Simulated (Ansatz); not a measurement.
## Equilibrium of KF + GeH2(CH3)(SH) ⇌ KSH + GeH2(CH3)F at process temperatures

Species: KF, singlet; GeH2(CH3)(SH), singlet; KSH `[SH][K]`, singlet; GeH2(CH3)F, singlet. The partners trade F for SH: K–F and Ge–SH bonds give way to K–SH and Ge–F.

The electronic reaction energy at CCSD(T)/def2-TZVPP is -14.3 kJ/mol. Shapes: PBE0-D4/def2-TZVP. Flexible molecules stand in one conformer, not always the lowest. Programs: Ansatz 0.2.0. Enthalpy and entropy come from rigid-rotor, harmonic-oscillator sums on unscaled PBE0-D4/def2-TZVP wavenumbers, ideal gases at 1 bar. Symmetry numbers: KF 1, GeH2(CH3)(SH) 1, KSH 1, GeH2(CH3)F 1. R = 8.3145 J/(mol K).

```
T (K)  ΔH (kJ/mol)  ΔS (J/(mol K))
  800        -17.8           +12.4
 1100        -19.0           +11.1
 1400            ?               ?
```

**Question.** Work out ln K at 800 and 1100 K, and from these estimate it at 1400 K.

**Answer.** 
1. 800 K: ΔG = -17.8 − 800 × (+12.4)/1000 = -27.7 kJ/mol; ln K = −ΔG/RT = +4.16.
2. 1100 K: ΔG = -19.0 − 1100 × (+11.1)/1000 = -31.2 kJ/mol; ln K = −ΔG/RT = +3.41.
3. Slope against 1000/T: (+3.41 − (+4.16))/(0.9091 − 1.2500) = +2.20, that is −ΔH/R with ΔH near -18 kJ/mol.
4. 1400 K: ln K = +4.16 + (+2.20) × (0.7143 − 1.2500) = +2.98.

The full sums give ΔH = -20.2 kJ/mol, ΔS = +10.2 J/(mol K), ΔG = -34.5 kJ/mol and ln K = +2.96 at 1400 K, so the line is off by +0.02 in ln K; without rounding the miss is +0.03, from the change of ΔH with temperature. The products are favoured over this whole range. An error of 10 kJ/mol in the energy moves ln K by 0.9 at 1400 K. Soft modes are treated as harmonic, which can err either way at these temperatures; the lowest are those of GeH2(CH3)(SH) (122 cm⁻¹), KSH (251 cm⁻¹), GeH2(CH3)F (119 cm⁻¹). Other conformers aren't counted. Relativity is left out for Ge. Outer-core shells of Ge, K are correlated, in sets that cover them unevenly.

The exchange favours Ge–F and K–SH at all three temperatures, with enthalpy and entropy both pulling that way. Fluoride binds more strongly than hydrosulfide to either partner, so the modest reaction energy is a small difference between large terms. The short, strongly polar Ge–F bond probably gains slightly more than is lost when potassium gives up its compact fluoride for the larger, more polarisable SH⁻.

The entropy gain fits the change in shape: linear KF gives way to bent KSH, so a vibration is exchanged for a rotation. Near the classical limit that also lowers the heat capacity, which explains why ΔH grows more negative on heating while ΔS shrinks. ln K falls, as it must for an exothermic reaction, even though ΔG becomes more negative; the product preference therefore weakens with temperature. An energy error of 10 kJ/mol would not reverse it at 1400 K. The result doesn't carry over to condensed potassium salts, where the larger lattice energy of KF would pull the balance back towards the reactants.
